**Question**

Al₂InN₃ is an ordered nitride with a wurtzite-like lattice. The table describes maxima of its valence band and the minimum of its conduction band, all called valleys, from a density-functional calculation. Near its extremum a band is a parabola with three principal masses along three perpendicular directions. The valley lightest mass and valley heaviest mass are the extremes of these three, in units of the free-electron mass m_e.

Band valleys of Al₂InN₃ (space group Cmc2₁), computed with Ansatz 0.2.0 using scalar-relativistic PBE, plane waves (cutoff 420 eV) and PAW, with the cell not relaxed. The density was converged on an 8×8×8 k mesh and the bands sampled on a 16×16×16 mesh. Energy distances are from the edge of the same band, and hole masses are counted as positive.

```tsv
row	valley distance from edge (eV)	valley edge	valley place	valley count	valley lightest mass (m_e)	valley heaviest mass (m_e)
1	0.000	valence	Gamma	1	0.216	3.689
2	0.109	valence	n/a	4	0.541	2.529
3	0.234	valence	n/a	4	0.576	2.681
4	0.297	valence	Y-F_0 line	4	0.836	1.548
5	0.000	conduction	Gamma	1	0.253	0.262
```

(a) The number of states in a valley depends on all three masses. Find a rule that estimates their combined effect from the two extremes alone, and justify it physically.

(b) Apply it by hand to rows 1 and 3.

(c) The same calculation gives middle masses of 3.310, 1.891, 1.753, 1.493 and 0.254 m_e for rows 1 to 5. Use them only to test the rule, not to build it. How accurate is it over the table, and where should it not be used?

**Model answer**

(a) A surface of constant energy in a parabolic valley is an ellipsoid, whose volume grows as √(m₁m₂m₃). The valley therefore holds as many states as a spherical one with the density-of-states mass m_d = (m₁m₂m₃)^(1/3). The rule may use only two of the three factors, so the physics of the band has to suggest the third.

In the nitrides of aluminium and indium, the top of the valence band is built mainly from nitrogen p orbitals and the bottom of the conduction band mainly from s-like states. Near the zone centre, an electron's motion along a given direction mixes an s state with the p orbital pointing that way, and by symmetry with no other p orbital. This mixing pushes the two bands apart and bends them strongly, which means a small mass. A hole in a single p band should thus be light along the lobe of its orbital and heavy in both directions across it.

Row 1 has the expected shape: the same calculation finds its light direction along the c axis and two heavy masses across it. The p character itself is inferred from theory. The conduction valley in row 5 fits the same picture, because an s state mixes with all three p orbitals across nearly equal energy gaps and so comes out almost equally light in every direction.

With one light and two heavy directions, the middle mass is set equal to the heaviest. For the valleys of rows 2 to 4, which lie away from the zone centre, the argument is only a guide, and the table has to test the rule:

m_d ≈ (m_light × m_heavy²)^(1/3)

(b) For row 1 the product is 0.216 × 3.689² ≈ 2.94. Since 1.4³ ≈ 2.74 and 1.45³ ≈ 3.05, the cube root is about 1.43. All three computed masses together give 1.38, so the estimate is 4% too high.

For row 3 the product is 0.576 × 2.681² ≈ 4.14, with a cube root of about 1.61. The full calculation gives 1.39, and the estimate is 15% too high. Here the middle mass is only about two thirds of the heaviest, so the valley fits the assumed shape, one light and two equally heavy directions, less well.

(c) The rule has no adjustable constant, so no number in it was fitted to the worked rows. With the middle masses given in the question, m_d follows in full for each row. The rule comes out too high by about 4%, 10%, 15%, 1% and 1% in rows 1 to 5, an average of 6%. Rows 2 and 3 fit worst, because their middle masses lie well below the heaviest. These errors compare the rule with the calculation's own masses, not with measured ones, and the calculated gap is too small, which tends to make the masses too light. The nearly isotropic row 5 is an easy success, since any sensible average would work there. The printed output below compares the rule with two other averages, row by row.

The rule should not be used where two directions are light and one is heavy. The conduction valleys of silicon are of this kind, and there the light mass must be squared instead. Nor does it suit the valence-band top of a cubic semiconductor such as gallium arsenide, where several bands meet and no single ellipsoid exists.

**Remarks on the reasoning**

*The error has a known sign.* The middle mass can never exceed the heaviest, so the rule gives an upper bound. The number of states grows as m_d^(3/2), which turns the 15% of row 3 into 24% too many states.

*Why not simply average the two extremes?* Their geometric mean, √(m_light × m_heavy), gives the light direction too much weight. In row 1, where the heaviest mass is 17 times the lightest, it falls 35% short. It does come closer than the rule in rows 3 and 5. What decides between the two is where the middle mass lies within the span of the extremes: the rule wins when it lies close to the heaviest, as in rows 1 and 4.

*Why not derive the hole's light mass from the electron's?* Suppose that only the two band edges acted on each other. Their mixing would add the same amount C to both curvatures, giving 1/m = 1 + C for the electron and 1/m = C − 1 for the hole. From the electron mass of 0.253 along c, the hole mass would then be about 0.51, whereas the table has 0.216. Other bands clearly contribute, and the light mass has to be an input of the rule.

*A good mass is not yet a good count of holes.* Row 2 lies close to a face of the Brillouin zone where bands join in pairs, and its parabola can hold over only about 10 meV towards that face, less than the thermal energy of 26 meV at room temperature. At the zone centre, two more valence bands lie about 0.07 eV below the top and add holes of their own. The valley count needs care as well: symmetry allows two equivalent valleys on the line of row 4, not the four printed.

*Strain can change which band is on top.* The cell was not relaxed and is under a pressure of about 4 GPa. The p levels at the zone centre are so close together that strain in a grown film could reorder them. The topmost holes would then have a different light direction, and the masses of row 1 would no longer describe them. Spin-orbit coupling, which the calculation leaves out, can also mix these close levels and change the hole masses near the top.

*The mass also sets a scale for doping.* Row 5 corresponds to an effective density of states of about 3 × 10¹⁸ cm⁻³ at room temperature. Once the electron density at that temperature reaches roughly this value, the Fermi level enters the conduction band, and the simple exponential formula for the number of electrons no longer holds. The calculated gap is too small, which tends to make the electron too light, so the real threshold is probably somewhat higher.

*One regularity remains open.* The lightest masses of the four valence valleys differ by almost a factor of four, yet their density-of-states masses all lie between 1.25 and 1.39. What a valley gains in lightness along one direction it seems to pay back along the others. Do the valleys share a common cause for this, or is it a coincidence of this one crystal?

Numerical output:

```
density-of-states mass (m_e) and rule:
  row  middle mass    true   rule  rule error %  error in states %
    1         3.31   1.382  1.432          3.68               5.57
    2        1.891   1.373  1.513         10.18              15.65
    3        1.753   1.394  1.606         15.21              23.67
    4        1.493   1.246  1.261         1.213              1.825
    5        0.254  0.2563  0.259         1.039              1.563
rivals and shape:
  row  two-light error %  geometric-mean error %  heaviest/lightest  middle/heaviest
    1             -59.74                  -35.39              17.08           0.8973
    2             -34.11                   -14.8              4.675           0.7477
    3                -31                  -10.84              4.655           0.6539
    4             -17.58                  -8.664              1.852           0.9645
    5            -0.1314                  0.4521              1.036           0.9695
mean error of the rule, all rows (%): 6.264
largest error of the rule (%): 15.21
smallest true density-of-states mass, valence valleys (m_e): 1.246
largest true density-of-states mass, valence valleys (m_e): 1.394
effective density of states at 300 K, conduction edge (1e18 per cm3): 3.256
effective density of states at 300 K, top valence band of row 1 alone (1e18 per cm3): 40.75
thermal energy at 300 K (meV): 25.85
holes in all valleys of row 2 relative to row 1 at 300 K, parabolic estimate (%): 5.845
Boltzmann factor of the second Gamma valence band at 300 K (%): 8.092
energy range of the row 2 parabola up to the zone face (meV): 9.691
hole mass along c from the two-level model (m_e): 0.5121
```
